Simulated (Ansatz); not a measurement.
# ScCu: energy less free atoms and pressure against volume per atom

Periodic Kohn-Sham DFT of a crystal at fixed atoms; pressure and stress are positive in compression; the energy is the free energy less that of spherical unpolarised free atoms; site moments are those in the method's own spheres, positive along +z. The results are calculated, by Ansatz 0.2.0.

Cell of the first row (space group Pm-3m, No. 221):
```
cell vectors (Å)
   3.1895     0.0000     0.0000
   0.0000     3.1895     0.0000
   0.0000     0.0000     3.1895
atoms (fractions of the cell vectors)
Sc  0.50000  0.50000  0.50000
Cu  0.00000  0.00000  0.00000
```

Settings of every row: method all-electron LAPW; functional LDA; relativity scalar; k mesh 11x11x11; filling fermi-dirac; smearing width 0.05 eV; basis error target 0.5 meV/atom; nucleus gaussian.

Atom start moment: 0 on all atoms.

| row | volume per atom (Å³) | energy less free atoms (eV/atom) | pressure (GPa) |
| --- | --- | --- | --- |
| 1 | 16.224 | -5.2118 | -2.299 |
| 2 | 16.569 | -5.2047 | -4.269 |
| 3 | 16.914 | -5.1936 | -6.029 |
| 4 | 17.087 | -5.1866 | -6.837 |
| 5 | 17.259 | -5.1788 | -7.6 |
| 6 | 17.432 | -5.1703 | -8.321 |
| 7 | 17.604 | -5.1609 | -9.001 |
| 8 | 17.95 | ? | ? |
| 9 | 18.295 | -5.1169 | -11.362 |

Question: what energy less free atoms and pressure should row 8 give?

Worked fit of energy less free atoms. Take u = (V_r/V)^(2/3) − 1 with V_r = 17.173 Å³ an atom, which is twice the finite (Eulerian) strain; such expansions in the strain, on which the Birch-Murnaghan equation of state is built, carry the rest volume and the bulk modulus. The shown rows have u = 0.03863, 0.02416, 0.01018, 0.00335, -0.00332, -0.00993, -0.01639, -0.04132. Least squares give energy less free atoms = −5.18282 − 1.1594 × u + 10.569 × u² eV/atom; a straight line predicts inner rows, each left out in turn, worse (root mean square 0.0051 against 6.8e-05 eV/atom). The rows lie off it by 0.0000, 0.0000, -0.0001, 0.0000, 0.0001, 0.0000, 0.0001, 0.0000. The withheld row has u = -0.02907, so the fit gives −5.18282 − 1.1594 × (-0.02907) + 10.569 × (-0.02907)² = -5.1402 eV/atom.

The calculation gave -5.1402 eV/atom. The fit meets it to the printed digit.

Worked fit of pressure. Take u = (V_r/V)^(2/3) − 1 with V_r = 17.173 Å³ an atom, which is twice the finite (Eulerian) strain; such expansions in the strain, on which the Birch-Murnaghan equation of state is built, carry the rest volume and the bulk modulus. The shown rows have u = 0.03863, 0.02416, 0.01018, 0.00335, -0.00332, -0.00993, -0.01639, -0.04132. Least squares give pressure = −7.2242 + 113.929 × u + 342.66 × u² + 218 × u³ GPa; a parabola predicts inner rows, each left out in turn, worse (root mean square 0.0036 against 0.0014 GPa). The rows lie off it by 0.000, 0.000, 0.000, 0.002, -0.001, 0.001, -0.001, 0.000. The withheld row has u = -0.02907, so the fit gives −7.2242 + 113.929 × (-0.02907) + 342.66 × (-0.02907)² + 218 × (-0.02907)³ = -10.252 GPa.

The calculation gave -10.25 GPa. The fit lies 0.002 GPa (0.022 % of the column's range) below it; its largest miss of a shown row is 0.002 GPa.
